## Appendix. Counterpoise correction with monomer relaxation and the corrected potential surface

### A.1 Premises and notation

Two closed-shell molecules A and B form a complex AB. The nuclei are clamped (Born–Oppenheimer approximation), and the geometry of the complex is $q=(q_A,q_B,\xi)$, where $q_A$ and $q_B$ are the internal coordinates of the monomers and $\xi$ collects the intermolecular distance and angles. The symbol $E_X^{Y}(q)$ denotes the total energy, nuclear repulsion included, of the nuclei and electrons of system $X$ in the basis set of system $Y$. In $E_A^{AB}(q)$ the functions of B sit where the nuclei of B sit in the complex, but carry neither nuclear charge nor electrons; these are ghost functions. Binding energies are negative for a bound complex. The premises are the following.

**P1.** Basis functions are attached to nuclei and move with them. The one-electron space of the complex is then $V_{AB}=V_A+V_B$, which contains $V_A$ and $V_B$; $E_A^A$ depends on $q_A$ alone; and every $E_X^Y$ is unchanged by a rigid translation or rotation of all centres, ghosts included.

**P2.** Each fragment has a definite set of nuclei, number of electrons and spin state over the region of $q$ considered.

**P3.** The method is size-consistent: $E_{AB}^{AB}\to E_A^A(q_A)+E_B^B(q_B)$ at infinite separation. MP2 on a restricted Hartree–Fock reference satisfies this for closed-shell fragments.

**P4.** Counterpoise rule (Jansen and Ros 1969; Boys and Bernardi 1970): all terms of an energy difference are evaluated in one basis. This is a prescription, adopted here and not derived.

**P5.** All energies are smooth in $q$, and $E_{AB}^{AB}$ has a minimum $q_0$ with a positive definite Hessian in internal coordinates.

### A.2 The binding energy

Let $q_A^0$ and $q_B^0$ minimise $E_A^A$ and $E_B^B$. The uncorrected binding energy at geometry $q$ is

$$E_{\rm bind}^{\rm unc}(q)=E_{AB}^{AB}(q)-E_A^A(q_A^0)-E_B^B(q_B^0).\tag{1}$$

It violates P4, since the electrons of A in the complex have the functions of B at their disposal and those of the free monomer do not. Replacing $E_A^A(q_A^0)$ by the energy of the relaxed monomer in the dimer basis does not define a remedy: the ghost positions are fixed relative to the nuclei of A at geometry $q_A$, and nothing determines where they go when A is given the different geometry $q_A^0$.

The difficulty disappears when association is split into two steps. First each monomer is deformed, at infinite separation, from $q_X^0$ to the geometry $q_X$ that it has in the complex. Then the frozen monomers are brought together. In the second step all three systems share the centres of the complex, so P4 can be met with the dimer basis:

$$E_{\rm int}(q)=E_{AB}^{AB}(q)-E_A^{AB}(q)-E_B^{AB}(q).\tag{2}$$

In the first step the partner is absent, no ghost placement is defined for the initial geometry, and the basis common to both ends is that of the monomer:

$$E_{\rm def}(q)=\sum_{X=A,B}\left[E_X^X(q_X)-E_X^X(q_X^0)\right].\tag{3}$$

Each bracket is non-negative as long as $q_X$ lies in the basin of the minimum $q_X^0$. The corrected binding energy is the sum $E_{\rm bind}^{\rm CP}=E_{\rm int}+E_{\rm def}$. Collecting first the three terms that occur in (1) gives

$$E_{\rm bind}^{\rm CP}(q)=E_{\rm bind}^{\rm unc}(q)+\delta(q),\tag{4}$$

$$\delta(q)=\sum_{X=A,B}\left[E_X^X(q_X)-E_X^{AB}(q)\right].\tag{5}$$

The counterpoise term $\delta\equiv\delta_{\rm CP}$ involves only the geometry of the complex; the relaxed monomers enter (4) as constants. In a complete basis $E_X^{AB}=E_X^X$, so that $\delta=0$ and (4) coincides with (1). The deformation energy does not vanish in that limit. Hence $E_{\rm int}$ alone converges to a value that lies below the binding energy by $E_{\rm def}$, a point stressed by Xantheas (1996).

### A.3 Sign and decay of $\delta$

For a variational method the sign follows from P1. Every determinant that can be built from $V_A$ can be built from $V_{AB}$, so the minimum of $\langle H_A\rangle$ over single determinants (Hartree–Fock) or over their linear span (full CI) cannot rise when ghost functions are added. Thus $E_A^{AB}\le E_A^A$, likewise for B, and $\delta\ge0$.

MP2 has no such theorem. Its correlation energy is the minimum of the Hylleraas functional over double excitations, so for fixed occupied orbitals and a fixed Fock operator a larger virtual space can only lower it. Ghost functions, however, also alter the occupied orbitals and the Fock operator, and the resulting change of the correlation energy has no definite sign. Positivity of $\delta$ at this level is a property to be confirmed by the calculation.

The origin and range of $\delta$ are seen in the linear variational case. Let $\Psi_n$, $E_n$ be the eigenpairs of $H_A$ in the many-electron space built from $V_A$, with projector $P$, and add one configuration $\chi$ that holds an electron in a ghost function. Put $\phi=\mathcal N(1-P)\chi$, normalised, and $h_n=\langle\phi|H_A|\Psi_n\rangle$. The secular equations for the new lowest root $E'$ are $(E_n-E')c_n+h_n^*c_\phi=0$ and $\sum_nh_nc_n+(H_{\phi\phi}-E')c_\phi=0$. Eliminating the $c_n$ gives $H_{\phi\phi}-E'=\sum_n|h_n|^2/(E_n-E')$, and isolating $n=0$,

$$E_0-E'=\frac{|h_0|^2}{H_{\phi\phi}-E'-\sum_{n>0}|h_n|^2/(E_n-E')}.\tag{6}$$

Because $\phi$ is orthogonal to $\Psi_0$ and $P(H_A-E_0)\Psi_0=0$, the coupling is $h_0=\mathcal N\langle\chi|(H_A-E_0)|\Psi_0\rangle$. The lowering is therefore quadratic in the projection of the ghost configuration on the residual $(H_A-E_0)\Psi_0$ that the monomer basis leaves. It vanishes when $\Psi_0$ is exact. It also vanishes at large separation, because every integral in $h_0$ contains the product of a function on A and a function on B, provided that the lowest root stays connected to $\Psi_0$ (an electronically unbound anion may instead place an electron on the ghost centres). A positive $\delta$ must thus fall on average between the contact region and infinity. That it falls at the particular point $q_0$ is not implied.

### A.4 The corrected surface and its derivatives

Since the last two terms of (1) are constants, (4) has the same stationary points as

$$E_{\rm CP}(q)=E_{AB}^{AB}(q)+\delta(q)=E_{AB}^{AB}+E_A^A-E_A^{AB}+E_B^B-E_B^{AB},\tag{7}$$

the corrected surface used by Simon, Duran and Dannenberg (1996). By P1 it is invariant under overall translation and rotation. By P3 and the decay of $\delta$ it tends to $E_A^A(q_A)+E_B^B(q_B)$ at infinite separation, whose minimum is the reference in (1); the depth of its minimum $q_{\rm CP}$ below the relaxed asymptote is therefore $-E_{\rm bind}^{\rm CP}(q_{\rm CP})$. The function $E_{\rm int}$ cannot take this role. It equals $E_{\rm CP}-E_A^A-E_B^B$, so the intramolecular restoring forces have been subtracted, and it can be minimised only with $q_A$ and $q_B$ frozen.

Differentiation is linear, so for any nuclear coordinate $x$

$$\partial_xE_{\rm CP}=\partial_xE_{AB}^{AB}+\sum_X\left(\partial_xE_X^X-\partial_xE_X^{AB}\right),\tag{8}$$

and likewise for second derivatives. The terms $\partial_xE_X^{AB}$ include derivatives with respect to ghost centres. For a linear variational problem $\mathbf{Hc}=E\mathbf{Sc}$ with $\mathbf c^\dagger\mathbf{Sc}=1$, differentiating and multiplying from the left by $\mathbf c^\dagger$ removes $\partial_x\mathbf c$, because $\mathbf c^\dagger(\mathbf H-E\mathbf S)=0$, and leaves

$$\partial_xE=\mathbf c^\dagger(\partial_x\mathbf H-E\,\partial_x\mathbf S)\mathbf c.\tag{9}$$

A ghost centre does not appear in the operator $H_A$, so its contribution comes only from the motion of the basis functions (the Pulay force). MP2 gradients have the same structure, with relaxed densities in place of the products of coefficients. For a rigid displacement $dR$ of B along the unit vector $\mathbf n$ pointing from A to B, $E_A^A$ and $E_B^B$ are constant. In $E_A^{AB}$ the displaced centres are ghosts; in $E_B^{AB}$ translational invariance converts the displacement of the real nuclei into the opposite displacement of the ghosts. Thus

$$\frac{\partial\delta}{\partial R}=-\mathbf n\cdot\sum_{b\in B}\nabla_bE_A^{AB}+\mathbf n\cdot\sum_{a\in A}\nabla_aE_B^{AB},\tag{10}$$

where the first term acts on B through the ghost centres of $E_A^{AB}$, and the second equals $-\mathbf n\cdot\sum_{b\in B}\nabla_bE_B^{AB}$, the net gradient on the real nuclei of B. For the opposite displacement of A the roles of the two terms are exchanged. An optimisation that discards the forces on ghost centres in (8) therefore keeps only the second term on B and only the first on A. This is half of $\partial\delta/\partial R$ for a symmetric relative displacement, and the gradient that remains is in general not translationally invariant.

For $N$ fragments the two-step argument, with the basis $\Omega$ of the whole cluster in the association step, gives $E_{\rm CP}=E_\Omega^\Omega+\sum_{X=1}^N(E_X^X-E_X^\Omega)$. Each geometry then costs $2N+1$ energies and gradients: one cluster calculation, $N$ monomers in the cluster basis and $N$ in their own. For a dimer this is 5. The relaxed monomer energies are computed once and are needed only for the binding energy. For $N>2$ this scheme is not unique. The hierarchical scheme of Valiron and Mayer (1997) evaluates each $m$-body term in the basis of its own $m$ fragments, which requires the $2^m-1$ non-empty subsets of each of the $\binom Nm$ groups, in total $\sum_{m=1}^N\binom Nm(2^m-1)=3^N-2^N$ calculations by the binomial theorem. The two schemes coincide for $N=2$; for $N=3$ the counts are 7 and 19.

### A.5 Two exact inequalities

Let $q_0$ and $q_{\rm CP}$ be the lowest points of $E\equiv E_{AB}^{AB}$ and of $E_{\rm CP}$ in one basin. Then $E(q_0)\le E(q_{\rm CP})$ and $E(q_{\rm CP})+\delta(q_{\rm CP})\le E(q_0)+\delta(q_0)$. Adding the two gives

$$\delta(q_{\rm CP})\le\delta(q_0):\tag{11}$$

reoptimisation moves the complex towards a smaller correction, whatever its size. In one dimension, with $\delta$ strictly decreasing in $R$, this means $R_{\rm CP}\ge R_0$. If moreover $\delta(q_{\rm CP})\ge0$, the same two relations give

$$E_{\rm bind}^{\rm unc}(q_0)\le E_{\rm bind}^{\rm CP}(q_{\rm CP})\le E_{\rm bind}^{\rm CP}(q_0).\tag{12}$$

A correction applied at the uncorrected minimum thus yields weaker binding than the corrected surface does at its own minimum.

### A.6 Displacement of the minimum to first order

Write $E_{\rm CP}=E+\lambda\delta$, with $\lambda$ counting orders and set to 1 at the end. Let $\mathbf H$ be the Hessian of $E$ and $\mathbf g$ the gradient of $\delta$, both at $q_0$ in non-redundant internal coordinates. Since $\nabla E(q_0)=0$, the condition $\nabla E_{\rm CP}=0$ reads $\mathbf H\,\Delta q+\lambda\mathbf g+O(\lambda^2)=0$, and P5 allows the inversion

$$\Delta q=-\lambda\mathbf H^{-1}\mathbf g.\tag{13}$$

Single out one intermolecular distance $R$ and call the other coordinates $s$. The two blocks of the linear system are

$$H_{RR}\Delta R+\mathbf H_{Rs}\Delta s=-g_R,\qquad\mathbf H_{sR}\Delta R+\mathbf H_{ss}\Delta s=-\mathbf g_s.$$

The second gives $\Delta s=-\mathbf H_{ss}^{-1}(\mathbf g_s+\mathbf H_{sR}\Delta R)$, and insertion in the first gives

$$\left(H_{RR}-\mathbf H_{Rs}\mathbf H_{ss}^{-1}\mathbf H_{sR}\right)\Delta R=-\left(g_R-\mathbf H_{Rs}\mathbf H_{ss}^{-1}\mathbf g_s\right).\tag{14}$$

Both brackets are derivatives along the relaxed path $s_0(R)$, defined by $\partial E/\partial s=0$ at each $R$. Differentiating this condition gives $s_0'=-\mathbf H_{ss}^{-1}\mathbf H_{sR}$. For the relaxed curve $U(R)=E(R,s_0(R))$ one has $U'=\partial E/\partial R$, because $\partial E/\partial s$ vanishes on the path, and therefore $U''(R_0)=H_{RR}+\mathbf H_{Rs}s_0'$, which is the left bracket and is called $k$. For $\bar\delta(R)=\delta(R,s_0(R))$ the chain rule gives $\bar\delta'=g_R+\mathbf g_s\cdot s_0'$, which is the right bracket, $\mathbf H$ being symmetric. Hence

$$\Delta R=-\frac{\bar\delta'(R_0)}{k},\qquad k=U''(R_0)=\frac1{(\mathbf H^{-1})_{RR}}.\tag{15}$$

The inverse of a positive definite matrix has positive diagonal elements, so $k>0$, and $k\le H_{RR}$ because $\mathbf H_{ss}^{-1}$ is positive definite. The distance grows when $\delta$ falls with $R$ along the relaxed path. The path is a geometric object, so (15) does not depend on the choice of the coordinates $s$, whereas $g_R$ and $H_{RR}$ do; their ratio gives the shift only in a scan with $s$ frozen.

### A.7 Second order, energy gain and curvature

At fixed $R$ put $s=s_0(R)+\sigma$. Then $E_{\rm CP}=U+\frac12\sigma^T\mathbf H_{ss}\sigma+\lambda(\bar\delta+\mathbf g_s^T\sigma)+\dots$, with $\mathbf H_{ss}$ and $\mathbf g_s$ now taken on the path at $R$. The minimum lies at $\sigma=-\lambda\mathbf H_{ss}^{-1}\mathbf g_s$, the omitted terms are then of order $\lambda^3$, and the relaxed corrected curve is

$$W(R)=U+\lambda\bar\delta+\lambda^2T+O(\lambda^3),\qquad T(R)=-\tfrac12\mathbf g_s^T\mathbf H_{ss}^{-1}\mathbf g_s\le0.\tag{16}$$

With $x=R-R_0$ and all derivatives at $R_0$, $W'=0$ becomes $kx+\frac12U'''x^2+\lambda(\bar\delta'+\bar\delta''x)+\lambda^2T'+\dots=0$. Inserting $x=\lambda x_1+\lambda^2x_2$ and equating powers of $\lambda$ gives $x_1=-\bar\delta'/k$, which is (15), and

$$x_2=-\frac1k\left(\tfrac12U'''x_1^2+\bar\delta''x_1+T'\right).\tag{17}$$

The anharmonicity of the uncorrected curve and the curvature of the correction enter at the same order. For a bond that softens on stretching ($U'''<0$) and a convex, decaying $\bar\delta$ they have opposite signs. A single Newton step $-\bar\delta'/(k+\bar\delta'')$ keeps only one of them.

The energy gained by reoptimisation is $\frac12kx_1^2+\bar\delta'x_1+T$ at order $\lambda^2$, that is

$$E_{\rm CP}(q_{\rm CP})-E_{\rm CP}(q_0)=-\frac{\bar\delta'^2}{2k}+T=-\tfrac12\mathbf g^T\mathbf H^{-1}\mathbf g,\tag{18}$$

where the last form follows from (13). In the part along the path, $U$ rises by $\bar\delta'^2/2k$ and $\bar\delta$ falls by twice that amount. The curvature at the new minimum is

$$W''(R_{\rm CP})=k+U'''x_1+\bar\delta''+O(\lambda^2).\tag{19}$$

Geometry and curvature change at first order in $\delta$, and the energy gain appears only at second order. A single-point correction therefore recovers most of the energy effect and none of the structural one.

### A.8 Range of validity

1. Equations (4), (5), (7), (8) and (11) are exact consequences of P1–P5. They define a surface; they do not state how near it lies to the complete-basis surface. The correction equalises the space available to each monomer, but leaves untouched the incompleteness of $V_{AB}$ for the interaction itself, such as the slow angular convergence of the correlation energy. Both surfaces tend to the same limit, and their separation $\delta$ indicates the basis-set uncertainty without bounding it, since nothing above places the limit between them.

2. P2 fails where the fragments change identity, as in proton transfer or bond formation. Different partitions give different $\delta$, and switching partition along a path makes $E_{\rm CP}$ discontinuous.

3. The sign $\delta\ge0$, and with it the left inequality of (12), is proven for variational methods only. The sign of $\bar\delta'(R_0)$ must be computed in each case.

4. Equation (15) requires $|U'''x_1|/2k\ll1$, $|\bar\delta''|/k\ll1$ and $|T'|\ll|\bar\delta'|$. On very flat surfaces these fail, the minimum can move far or vanish, and (7) has to be optimised directly.

5. The five calculations must be technically matched: the same number of frozen core orbitals per real atom and none for ghosts, auxiliary fitting functions on the ghost centres, and the same treatment of near-linear dependences. In local correlation methods the domains restrict the use of partner functions, and P4 is met only if they are chosen consistently in complex and monomers.

6. Harmonic frequencies on the corrected surface have meaning at $q_{\rm CP}$, not at $q_0$, where its gradient is $\mathbf g\ne0$.

### A.9 Illustration: O–O distance of the water dimer at MP2/aug-cc-pVDZ

Here $R$ is the equilibrium O–O distance of the hydrogen-bonded dimer. Donor and acceptor are inequivalent, so all five calculations are distinct, while one optimisation of the free molecule serves both monomers. The inputs are approximate values typical of this level of theory: $R_0=2.92$ Å, uncorrected well depth $D=0.228$ eV, relaxed force constant $k=1.0$ eV Å$^{-2}$ and $\delta_0=\bar\delta(R_0)=0.036$ eV, which is 16 per cent of $D$. Near $R_0$ the two curves are modelled as

$$U=D\left[(1-e^{-ax})^2-1\right],\qquad\bar\delta=\delta_0e^{-\gamma x},\tag{20}$$

with $U$ measured from the relaxed monomers. The decay constant is the least certain input; $\gamma=1.5$ Å$^{-1}$ is assumed and varied below. The forms (20) are local and are not meant for large $x$. For the Morse curve $U''(0)=2Da^2$ and $U'''(0)=-6Da^3=-3ak$, so $a=\sqrt{k/2D}=1.48$ Å$^{-1}$ and $U'''=-4.44$ eV Å$^{-3}$. The correction has $\bar\delta'=-\gamma\delta_0=-0.054$ eV Å$^{-1}$ and $\bar\delta''=\gamma^2\delta_0=0.081$ eV Å$^{-2}$.

**Distance.** Equation (15) gives $x_1=0.054$ Å. The expansion parameters of item 4 are 0.12 and 0.08. In (17) the anharmonic term contributes $+0.0065$ Å and the curvature term $-0.0044$ Å, together $+0.0021$ Å, so $x_1+x_2=0.056$ Å with $T'$ left out. The numerical root of $U'+\bar\delta'=0$ is also 0.056 Å. The Newton step gives 0.050 Å, further from this root than $x_1$ itself. The corrected distance is $R_{\rm CP}=2.98$ Å.

**Energy.** At $R_0$, (4) gives $E_{\rm bind}^{\rm CP}=-0.228+0.036=-0.192$ eV. At the root, $U$ has risen by 1.5 meV and $\bar\delta$ has fallen by 2.9 meV to 33 meV. The net gain is $-1.5$ meV, as from the first term of (18), and $E_{\rm bind}^{\rm CP}(q_{\rm CP})=-0.193$ eV. The deformation energy is of the same size as this gain. With a typical O–H stretching constant of 50 eV Å$^{-2}$ and a typical lengthening of the donor bond by 0.007 Å, its leading part is $\frac12\cdot50\cdot0.007^2$ eV $=1.2$ meV, so that $E_{\rm int}(q_0)=E_{\rm bind}^{\rm CP}(q_0)-E_{\rm def}=-0.193$ eV.

**Curvature.** Equation (19) gives 0.84 eV Å$^{-2}$, and the model at its root 0.85 eV Å$^{-2}$. At fixed effective mass the stretching frequency drops by 8 per cent.

**Transverse term.** The model (20) omits $T$. For an assumed torque of 0.010 eV rad$^{-1}$ from $\delta$ on an intermolecular bend with an approximate constant of 0.10 eV rad$^{-2}$, the angle turns by 0.1 rad (6 degrees) and $T=-0.5$ meV, a third of the gain along the path. If $T$ decays as $\bar\delta^2$, then $T'=-2\gamma T$ and its share of $x_2$ is $-0.0015$ Å, comparable with the net second-order term above. The third decimal of the shift is therefore not supported for the real dimer, and serves here only to compare the orders within the model.

**Sensitivity to $\gamma$,** with $T$ omitted:

| $\gamma$ (Å$^{-1}$) | $x_1$ (Å) | root (Å) | $R_{\rm CP}$ (Å) | gain (meV) | $W''$ (eV Å$^{-2}$) |
|---|---|---|---|---|---|
| 1.0 | 0.036 | 0.038 | 2.96 | $-0.7$ | 0.88 |
| 1.5 | 0.054 | 0.056 | 2.98 | $-1.5$ | 0.85 |
| 2.0 | 0.072 | 0.073 | 2.99 | $-2.5$ | 0.84 |

At leading order the shift scales as $\gamma\delta_0/k$ and the gain as $(\gamma\delta_0)^2/2k$, so a relative uncertainty in any of the three inputs passes directly into the shift. Over the range shown, the O–O distance lengthens by 0.04 to 0.07 Å, while reoptimisation changes the binding energy by less than a tenth of $\delta_0$. These numbers describe the corrected surface in a small basis, and item 1 applies: at this level the corrected well is shallower than that of the real dimer by about ten per cent, and the corrected equilibrium distance is too long by several hundredths of an ångström, because the double-zeta basis recovers only part of the attractive intermolecular correlation energy and the correction does not restore it.